## Question

A norm-conserving, separable PBE pseudopotential for phosphorus is tested against the spherical, spin-unpolarised all-electron atom from which it was made. For each angular momentum the radial wave u = r R(r) is integrated outwards at energy E to the test radius r, where L = r u′/u and the phase φ = arctan L are formed. The error δφ is pseudo minus all-electron. E₀ is the reference energy of a channel and x = E − E₀. All rows belong to one potential.

Separable Troullier-Martins pseudopotential for P from ld1.x 7.5 (PBE, scalar-relativistic, [Ne] core, valence 3s2 3p3, s channel local, nonlinear core correction). For s, p and d the radii are 1.28, 1.6 and 1.25 bohr and the reference energies -1.027, -0.4047 and -0.1 Ry. Phases are unwrapped, taken at 1.752 bohr, with multiples of π matched at the reference energies.

| energy (Ry) | phase s all-electron (rad) | phase s error (rad) | phase p all-electron (rad) | phase p error (rad) | phase d all-electron (rad) | phase d error (rad) |
| --- | --- | --- | --- | --- | --- | --- |
| -3.000 | 1.0085 | -0.0046 | 1.1532 | -0.0048 | 1.2528 | 0.0002 |
| -2.520 | 0.8792 | -0.0048 | 1.0970 | -0.0047 | 1.2276 | 0.0002 |
| -2.040 | 0.6617 | -0.0043 | 1.0172 | -0.0044 | 1.1959 | 0.0002 |
| -1.560 | 0.2780 | -0.0023 | 0.8961 | -0.0038 | 1.1547 | 0.0002 |
| -1.080 | -0.2872 | -0.0001 | 0.6966 | -0.0024 | 1.0988 | 0.0001 |
| -0.600 | -0.7847 | -0.0014 | 0.3488 | -0.0004 | 1.0183 | 0.0001 |
| -0.120 | -1.0824 | -0.0042 | -0.1866 | -0.0011 | 0.8934 | 0.0000 |
| 0.360 | -1.2537 | -0.0068 | -0.7055 | -0.0067 | 0.6802 | 0.0002 |
| 0.840 | -1.3609 | -0.0091 | -1.0328 | -0.0114 | 0.2902 | 0.0022 |
| 1.320 | -1.4340 | -0.0118 | -1.2219 | -0.0144 | -0.3104 | 0.0070 |
| 1.800 | -1.4877 | -0.0148 | -1.3390 | -0.0172 | -0.8359 | 0.0095 |
| 2.280 | -1.5297 | -0.0185 | -1.4182 | -0.0200 | -1.1382 | 0.0095 |
| 2.760 | -1.5643 | -0.0232 | -1.4760 | -0.0234 | -1.3087 | 0.0096 |
| 3.240 | -1.5940 | -0.0296 | -1.5209 | -0.0275 | -1.4155 | 0.0102 |
| 3.720 | -1.6209 | -0.0381 | -1.5578 | -0.0328 | -1.4898 | 0.0112 |
| 4.200 | -1.6460 | -0.0502 | -1.5895 | -0.0398 | -1.5464 | 0.0128 |
| 4.680 | -1.6705 | -0.0681 | -1.6182 | -0.0491 | -1.5931 | 0.0151 |

(a) Derive dφ/dE and state how δφ must begin near E₀.

(b) The d error climbs from 0.0002 rad at 0.360 Ry to 0.0095 rad at 1.800 Ry and is still only 0.0096 rad at 2.760 Ry. Three explanations are offered. A: a healthy phase error is a smooth curve in x, so the step is a defect, such as a ghost level near 1 Ry, after which the potential recovers. B: the smooth quantity is the error of L, and the arctangent flattens it into a plateau. C: the pseudo-atom scatters like the true atom at a smoothly displaced energy. Decide between them.

(c) The p radius is the largest, yet s has the largest error from 3.240 Ry upwards. Explain this, and discuss the signs of the errors.

## Model answer

**(a)** In Rydberg units −u″ + V u = E u, with the centrifugal term included in V. Differentiate with respect to E (a dot), multiply by u, subtract the original equation times u̇ and integrate from 0 to r. The result is d(u′/u)/dE = −∫u² dr / u(r)². With cos²φ = u²/(u² + r²u′²),

dφ/dE = − r ∫u² dr / (u² + r²u′²).

The slope is negative at every energy, as in all three all-electron columns, and its denominator never vanishes. At E₀ the pseudo-wave equals the true wave outside the core radius and holds the same norm inside, so φ and dφ/dE agree and δφ starts at x². It therefore has the same sign on both sides of E₀. In the table s and p are negative in every row and d is positive or zero. The identity is only approximate for the scalar-relativistic equation, but a linear term fitted to the rows with |x| < 2.1 Ry amounts to a slope mismatch of at most 0.02 % of the slope, and a free exponent fitted to those rows in form C below comes out as 2.00, 2.00 and 1.95 for s, p and d. This behaviour is built into the potential, so it decides nothing in (b): A, B and C all begin as x².

**(b)** The three explanations can be written with the same two constants,

δφ = g(E) · c x² exp(b x), with g = 1 (A), cos²φ (B), dφ/dE (C).

B follows from δφ ≈ cos²φ δL. C follows from defining a shift Δ by φ_pseudo(E) = φ_all-electron(E + Δ), so that δφ ≈ (dφ/dE) Δ. The exponential is an empirical stand-in for higher orders, and c and b trade against each other and carry no meaning of their own. Each form was fitted by weighted least squares to all 17 rows of a channel, each misfit measured in units of √[(0.5 × 10⁻⁴ rad)² + (0.05 δφ)²], the first term being the rounding of the last digit. Slopes came from a cubic spline through the all-electron phases. In those units the rms misfit is 7 to 10 for A, 7 to 11 for B, and 0.60, 0.48 and 0.78 for C in s, p and d.

The poor fit of A only says that δφ has structure; whether the structure is a defect is a separate matter. An extra level shows as a jump of π in the error. The largest change of the d error between neighbouring rows is 0.0048 rad, and the largest in any channel is 0.018 rad in size. The same calculation finds the lowest s and p levels of the potential at −1.0267 and −0.4047 Ry, on the reference energies, and the lowest d level at +0.064 Ry, so no bound ghost lies underneath. A level much narrower than the 0.48 Ry spacing could slip between two rows, but it could not then produce a rise spread over three intervals.

B is tempting because it holds part of the truth: the error of L in the d channel does keep growing across the plateau. It breaks where u has a node at the test radius, since L has a pole there. Take s at 2.760 Ry. The all-electron phase −1.5643 lies 0.0065 rad short of −π/2, so cos²φ ≈ 4 × 10⁻⁵ and B demands an error close to zero. The table has −0.0232, sitting smoothly between −0.0185 and −0.0296. The pseudo phase, −1.5643 − 0.0232 = −1.5875, has already passed −π/2, so L is about −150 for the true atom and about +60 for the pseudo-atom. A difference of two functions with displaced poles cannot be a smooth law. Close to E₀, B and C agree to leading order; the verdict against B concerns the range of several rydberg.

C has a theoretical reason to stay smooth. Repeating the steps of (a) for a small change δV of the potential inside r gives δφ = + r∫δV u² dr/(u² + r²u′²), and division by the slope leaves Δ = −⟨δV⟩, the average of δV weighted with u² inside the sphere. Here δV is the amount by which the fixed pseudopotential differs from one that would be exact at E. As long as δV varies gently with E, such an average has no pole and no sharp peak, and the sharp structure sits in the slope.

The d rows bear this out. The all-electron d phase falls most steeply, at −1.31 rad/Ry, near 1.18 Ry, close to where a maximum of |u| passes the test radius and φ goes through zero (s and p reach similar slopes at the same stage, so no centrifugal barrier is needed to explain it), and the largest step of the error falls between 0.840 and 1.320 Ry. Up to there x² and the slope grow together. Between 1.800 and 2.760 Ry the slope drops from −0.861 to −0.274 rad/Ry, a factor 0.32, while Δ grows from −11.0 to −35.0 mRy, a factor 3.2. The product stands still by near-cancellation, and the potential gets three times worse along the plateau. The same effect lets the s error shrink from −0.0048 to −0.0046 at the lowest energy while Δ rises from 14 to 20 mRy. In each channel |Δ| grows with |x| on both sides of E₀, though the d values up to 0.360 Ry rest on one or two units of the last digit.

Worked estimate for s at 2.760 Ry, a row that was part of the fit (c = 0.0089 Ry⁻¹, b = 0.265 Ry⁻¹): x = 2.760 + 1.027 = 3.787 Ry, x² = 14.34 Ry², exp(0.265 × 3.787) = 2.73, hence Δ = 0.0089 × 14.34 × 2.73 = 0.348 Ry. With the slope −0.066 rad/Ry, δφ = −0.0230 rad against −0.0232 in the table. An error of two hundredths of a radian is thus a displacement of a third of a rydberg.

C is good to several per cent of the error and no better. Its largest misses are 0.0012 rad for d at 4.680 Ry (8 % of the error, at the end of the grid where the spline slope is weakest) and 0.0010 rad for p at 4.200 Ry, both far above the rounding. The linearisation costs a little as well: solving the definition of Δ directly gives 0.370 Ry for the worked row, where error divided by slope gives 0.350 Ry. At 4.680 Ry the linear shifts are 1.3, 0.84 and −0.16 Ry for s, p and d; the first two reach beyond the tabulated curve and are extrapolations.

**(c)** At equal E above both references, the s channel is 0.62 Ry further from its reference than p. At 4.680 Ry the ratio s/p is 1.39 in δφ and 1.57 in Δ, but at equal x the ratio of shifts is 0.84 at 1 Ry, 0.92 at 3 Ry and 1.00 at 4.5 Ry. The lead of s is therefore accounted for by distance from E₀. The remaining difference has the direction that a larger p radius would give, but spline and finite-difference slopes disagree by up to 10 % for p and 23 % for s, and the channels differ in l as well as in radius, so these rows do not measure the effect of the radius. Since s is the local potential, no projector can be blamed for its error.

The signs are argued rather than shown. The true s and p waves carry two nodes and one node from orthogonality to the neon core, and the matching of multiples of π at E₀ removes this lead. At very high energy no potential matters and both waves accumulate the same total phase, so the nodeless pseudo-wave must in the end gain 2π (s) or π (p) on the true one: δφ drifts negative and Δ is positive. This limit fixes only the total drift; that it already sets the sign within a few rydberg of E₀ is expected, not derived. The d channel has no core state and no such drift, which fits a shift four to six times smaller than in s and p at equal x between 1 and 4.5 Ry. The centrifugal barrier may work the same way, and so may the smaller radius in the comparison with p; the s radius is nearly the same as that of d.

## Remarks on the reasoning

Dividing the error by the slope is always possible, so C earns its place only because the quotient turns out featureless. Δ/x² rises steadily through all p rows, from 7.0 to 32.7 × 10⁻³ Ry⁻¹, and through all s rows except −1.080 Ry, where one unit of the last digit is divided by an x² of 0.003 Ry². That row and the low d rows call for no cause.

The shape of the error above E₀ depends on where the all-electron phase is steep. In d the steep region lies well above the reference, so the error rises there, stalls just beyond and rises again once the slope levels off. In s and p the steep region lies close to the reference, where x² is still small, and the error grows without a stall. Moving E₀ of the d channel to the steep region would put the zero where the step now is, at the price of a larger |x| at valence energies. Here, from −1.560 to 0.360 Ry, the shifts stay within 25 mRy, and the first ionisation energy of the same unpolarised atom is off by 3.3 meV in 9.73 eV. Such atomic figures indicate the useful range without giving the error in a solid.

The positive d sign means a potential that is too repulsive away from −0.1 Ry, where it was built from a scattering wave w. One guess is the separable form. If W = V_d − V_s is attractive throughout the core, the Cauchy–Schwarz inequality |⟨u|W|u⟩| ≥ ⟨u|W|w⟩²/|⟨w|W|w⟩| says that a single projector recovers less than the full attraction for any u that differs from w, on either side of E₀. The p channel also has a projector and has the opposite sign. The argument allows this if V_p − V_s is mainly repulsive, since too little repulsion is then recovered; if it is attractive, something else must outweigh the effect there. The table does not hold the potentials, so it cannot tell. Whether the d error comes from the projector or from the smooth shape given to the wave inside 1.25 bohr is left open; the same curve for the semilocal form of this potential would decide it.
